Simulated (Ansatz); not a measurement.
Ligand exchange: Sn(CH3)2Cl2 + C4H8Cl2 → Sn(CH3)Cl3 + C5H11Cl

Gas-phase species: Sn(CH3)2Cl2 (dimethyltin dichloride), singlet; C4H8Cl2 (1,4-dichlorobutane) `ClCCCCCl`, singlet; Sn(CH3)Cl3 (methyltin trichloride), singlet; C5H11Cl (1-chloropentane) `CCCCCCl`, singlet. The partners trade CH3 for Cl: Sn–CH3 and C–Cl bonds give way to Sn–Cl and C–CH3.

Shapes, held fixed at every level: PBE0-D4/def2-TZVP. Flexible molecules stand in one conformer, not always the lowest. Programs: Ansatz 0.2.0. Electronic energies: no zero-point or thermal term.

(1) Estimate ΔE of this reaction.

Answers

(1) The highest level, CCSD(T)/def2-TZVPP, gives ΔE = -101.6 kJ/mol; the levels span -129.8 to -100.2. The column of differences is taken from that level and isn't an error. No measured value is set beside it here. For atoms past krypton def2 sets carry core potentials with scalar relativity. Outer-core shells of Sn are correlated, in sets that cover them unevenly.

```csv
level,kind,ΔE (kJ/mol),less CCSD(T)/def2-TZVPP
HF/def2-SVP,Hartree–Fock,-129.8,-28.2
SPW92/def2-TZVPP,LDA,-100.2,+1.4
B3LYP-D4/def2-TZVPP,global hybrid,-106.6,-5.0
wB97M-V/def2-TZVPP,range-separated hybrid,-105.1,-3.5
CCSD(T)/def2-SVP,coupled cluster or CI,-122.1,-20.5
CCSD/def2-TZVPP,coupled cluster or CI,-104.0,-2.4
CCSD(T)/def2-TZVPP,coupled cluster or CI,-101.6,0.0
```

Methyl transfer from tin to carbon, with chloride going the other way, is clearly exothermic at every level. The driving force is the pairing of bond partners: chlorine gains more from the electropositive tin, where the bond is strongly polar, than from carbon, while methyl exchanges a rather weak Sn–C bond, limited by the diffuse tin valence orbitals, for a strong, compact C–C bond.

The largest departures belong to the two double-zeta rows. Coupled cluster itself moves from -122.1 to -101.6 kJ/mol on going to the larger basis, so most of the Hartree–Fock deviation reflects the basis rather than missing correlation. Within the triple-zeta set the methods agree closely, probably because much of the correlation error cancels when one Sn-ligand bond and one bond to carbon are replaced by another of each. The closeness of LDA to the reference is therefore no evidence of general accuracy for bond energies. The sign is secure, but the size of the basis shift leaves convergence beyond triple-zeta open.
